**Examination question.** In the disilane F–SiH₂–SiH₂–Cl, one Si–H bond on the silicon that carries chlorine is stretched while all other atoms stay in place. RHF keeps each pair of electrons in one shared orbital, and UHF lets the two spins have different orbitals. CASSCF here distributes two electrons over two orbitals, taken to be the bonding orbital σ and the antibonding orbital σ* of the stretched bond. The weak occupation is the number of electrons that CASSCF places in σ*; "spin squared" belongs to UHF and is zero for a pure singlet.

Rigid stretch of one Si–H bond on the chlorine-bearing silicon of neutral singlet F–SiH₂–SiH₂–Cl, starting from the GFN2-xTB geometry, computed with PySCF 2.14.0. RHF, broken-symmetry UHF and CASSCF (two electrons in two orbitals) all use the cc-pVDZ basis. Spin squared is from UHF, and the weak occupation is that of a CASSCF natural orbital.

| bond length (Å) | CASSCF energy over its lowest point (eV) | RHF energy over CASSCF (eV) | UHF energy under RHF (eV) | spin squared | first weak orbital occupation |
| --- | --- | --- | --- | --- | --- |
| 1.310 | 0.420 | 0.302 | 0.000 | 0.000 | 0.013 |
| 1.420 | 0.053 | 0.340 | 0.000 | 0.000 | 0.017 |
| 1.560 | 0.000 | 0.403 | 0.000 | 0.000 | 0.023 |
| 1.700 | 0.215 | 0.479 | 0.000 | 0.000 | 0.033 |
| 1.920 | 0.791 | 0.625 | 0.000 | 0.000 | 0.057 |
| 2.200 | 1.602 | 0.865 | 0.027 | 0.185 | 0.108 |
| 2.560 | 2.464 | 1.275 | 0.626 | 0.693 | 0.221 |
| 3.120 | 3.202 | 2.122 | 1.927 | 0.935 | 0.489 |
| 3.980 | 3.485 | 3.443 | 3.469 | 1.000 | 0.817 |

### 1. Which method has its lowest point at the shorter bond, RHF or CASSCF, and how far can the shift be trusted?

RHF does. Its curve is the sum of the first two energy columns, which gives 0.053 + 0.340 = 0.393 eV at 1.420 Å and 0.403 eV at 1.560 Å. CASSCF is lowest at 1.560 Å. The RHF curve is the CASSCF curve plus a gap that grows with length, and adding a rising term moves a minimum inwards.

*Remark.* The direction follows from this argument, but the size of the shift does not follow from the table. Both minima are grid points, one step of 0.14 Å apart, and the two lowest RHF points differ by only 0.01 eV. The true shift is probably much smaller than that step.

### 2. Why does RHF end so far above CASSCF?

At 3.980 Å the gap is 3.443 eV, almost as large as the whole CASSCF rise from the lowest point. The cause is a defect of the closed-shell determinant. With both electrons in an orbital spread over silicon and hydrogen, each electron moves without regard to the other. They are then often found on the same fragment, even when the fragments are far apart.

Such an arrangement is an ion pair, whereas the bond should break into two neutral radicals. Near the normal bond length the ionic terms do little harm, because they belong to any covalent bond. At long distance they cost several electronvolts, and RHF has no means of removing them.

*Remark.* A good answer names the wrong fragments, not just "missing correlation". CASSCF removes the ionic terms by mixing in the configuration with both electrons in σ*, with opposite sign.

### 3. Does the RHF gap grow because the two configurations interact more strongly, or because they mix more?

Write the CASSCF state of the pair as $c_1|\sigma^2\rangle - c_2|\sigma^{*2}\rangle$. If $n$ is the weak occupation, then $c_2^2 = n/2$ and $c_1^2 = 1 - n/2$. Let $E_1$ be the energy of the first configuration alone and $K$ the coupling between the two. Projecting the Schrödinger equation on the first configuration gives

$$E_1 - E_{\mathrm{CASSCF}} = K\,\frac{c_2}{c_1} = K\sqrt{\frac{n}{2-n}} .$$

Replacing $E_1$ by the RHF energy turns the gap into an effective coupling. At 2.560 Å the root is $\sqrt{0.221/1.779} = 0.3525$, and the coupling is 1.275 eV / 0.3525 = 3.62 eV.

The same step, done for every row in the output below with no fitted constant, gives values between 3.6 and 4.1 eV. From the first row to the last the gap grows 11.4-fold and the amplitude ratio $c_2/c_1$ grows 10.3-fold. The gap therefore grows almost entirely through mixing.

The reason lies in the orbital energies. As the overlap of the silicon and hydrogen orbitals fades, σ rises and σ* falls, so promoting the pair becomes cheap. The coupling is a repulsion integral between electrons and depends much less on the overlap. A nearly fixed coupling acting across a shrinking energy difference gives ever stronger mixing.

*Remark.* The formula holds for any state of this two-configuration form, so it is not itself on trial; the information lies in the near-constancy. The effective coupling is a lower bound to $K$, because RHF optimises its orbitals for the single configuration and so lies at or below $E_1$. Only the last row stands out, at 4.14 eV, and the estimate cannot tell whether $K$ itself rises there or the bound has become tighter.

### 4. CASSCF gains energy at every length. Why does UHF gain nothing up to 1.920 Å?

UHF avoids the ionic terms in another way: it shifts one spin towards silicon and the other towards hydrogen. This lowers the repulsion within the pair but weakens the bond. For a small shift, gain and loss both grow with the square of the shift. Either the loss wins and the best shift is exactly zero, or the gain wins and the symmetry breaks.

CASSCF has no such threshold. For a small admixture of the second configuration, the gain is proportional to $c_2$ and the cost only to $c_2^2$, so some mixing always pays. The weak occupation is accordingly above zero in every row.

The length at which UHF leaves RHF is called the Coulson–Fischer point. Here it lies between 1.920 and 2.200 Å, and "about 2 Å" is all that the grid supports. A bond with weaker overlap at its normal length, such as a π bond between two silicon atoms, needs less stretching to reach this point.

*Remark.* A spin squared of zero does not prove that one determinant suffices. At 1.920 Å it is zero, yet UHF lies 0.625 eV above CASSCF.

### 5. At which length in the table is UHF worst, and why there?

Subtracting the UHF gain from the RHF gap gives the height of UHF above CASSCF. It is largest at 2.200 Å, with 0.865 − 0.027 = 0.838 eV, and falls to 0.195 eV at 3.120 Å. Up to the Coulson–Fischer point UHF carries the whole RHF error, which grows all the while. Just beyond it the symmetry breaking has begun but has recovered very little.

Further out, UHF becomes good in energy and bad in spin. At 3.980 Å spin squared is 1.000, halfway between a singlet (0) and a triplet (2), so the state is a nearly equal mixture of both. This should cost little energy, because the spins of two distant radicals interact only weakly, which leaves singlet and triplet close together.

*Remark.* At this length the UHF energy is close to that of CASSCF, but a property that depends on a pure spin state cannot be taken from UHF.

### 6. At 3.980 Å UHF lies 0.026 eV below CASSCF. Does this violate the variational principle?

No. Both energies are upper bounds to the exact energy, but neither method contains the other. CASSCF treats one pair flexibly and keeps all other electrons in doubly occupied orbitals. UHF gives every electron the freedom to respond to the unpaired spins nearby, and this spin polarisation is the likely source of the small advantage.

*Remark.* The principle would rank the two methods only if one set of trial functions included the other. CASSCF does include RHF, so the RHF gap has to be positive in every row, as it is.

### 7. May the last CASSCF value, 3.485 eV, be quoted as the Si–H bond energy?

No, because the bond is not yet fully broken. The curve still rises by 0.283 eV over the last step, and the weak occupation is 0.817 instead of the 1 expected for two separate radicals. The digits after the decimal point describe this point of the scan and not the separated fragments.

The UHF curve is flatter at the end and has risen by only 3.066 eV from its own lowest point. That smaller value is no better as a bond energy. At the bottom of its well UHF is the same as RHF and lacks the 0.3 to 0.4 eV that CASSCF gains there, so the well is too shallow by comparison.

Both values also leave out most of the dynamic correlation, the short-range avoidance of electrons, which usually strengthens a bond. Relaxation of the silyl radical and zero-point motion act the other way and are absent too.

*Remark.* Breaking Si–H bonds is one of the steps by which silanes used as precursors deposit silicon films. An error of a few tenths of an electronvolt in such a bond energy could change a computed thermal rate by a factor of ten or more, so this scan can show how the bond breaks but not how fast.

### 8. Which quantity should be checked before a stretched bond is trusted to a single determinant?

The weak occupation of a small CASSCF calculation should be checked, and not spin squared alone. This works only if the active orbitals are those of the stretched bond. The occupation grows smoothly from the shortest bond onwards and follows the mixing that causes the error. Spin squared stays silent until the Coulson–Fischer point, and by then the error in the energy has already grown well beyond its value at the normal bond length.

Printed output of the fit:

```
Curves and two-configuration estimate:
   row  RHF rise eV  UHF rise eV  UHF over CASSCF eV  second configuration percent  amplitude ratio  effective coupling eV
  1.31        0.329        0.329               0.302                          0.65          0.08089                  3.734
  1.42            0            0                0.34                          0.85          0.09259                  3.672
  1.56         0.01         0.01               0.403                          1.15           0.1079                  3.736
   1.7        0.301        0.301               0.479                          1.65           0.1295                  3.698
  1.92        1.023        1.023               0.625                          2.85           0.1713                  3.649
   2.2        2.074        2.047               0.838                           5.4           0.2389                   3.62
  2.56        3.346         2.72               0.649                         11.05           0.3525                  3.617
  3.12        4.931        3.004               0.195                         24.45           0.5689                   3.73
  3.98        6.535        3.066              -0.026                         40.85            0.831                  4.143
Growth factor of the RHF gap over CASSCF from first to last row: 11.4
Growth factor of the amplitude ratio from first to last row: 10.27
Largest over smallest effective coupling: 1.145
Rounding error of the effective coupling in the first row in percent: 1.923
Number of rows where UHF equals RHF: 5
Width of the bracket around the symmetry breaking in angstrom: 0.28
RHF rise less CASSCF rise at 3.980 angstrom in eV: 3.05
CASSCF rise less UHF rise at 3.980 angstrom in eV: 0.419
RHF energy at 1.560 less that at 1.420 angstrom in eV: 0.01
Growth of the RHF gap from 1.420 to 1.560 angstrom in eV: 0.063
CASSCF rise over the last step in eV: 0.283
UHF rise over the last step in eV: 0.062
RHF rise over the last step in eV: 1.604
Weak occupation missing to one electron at 3.980 angstrom: 0.183
```
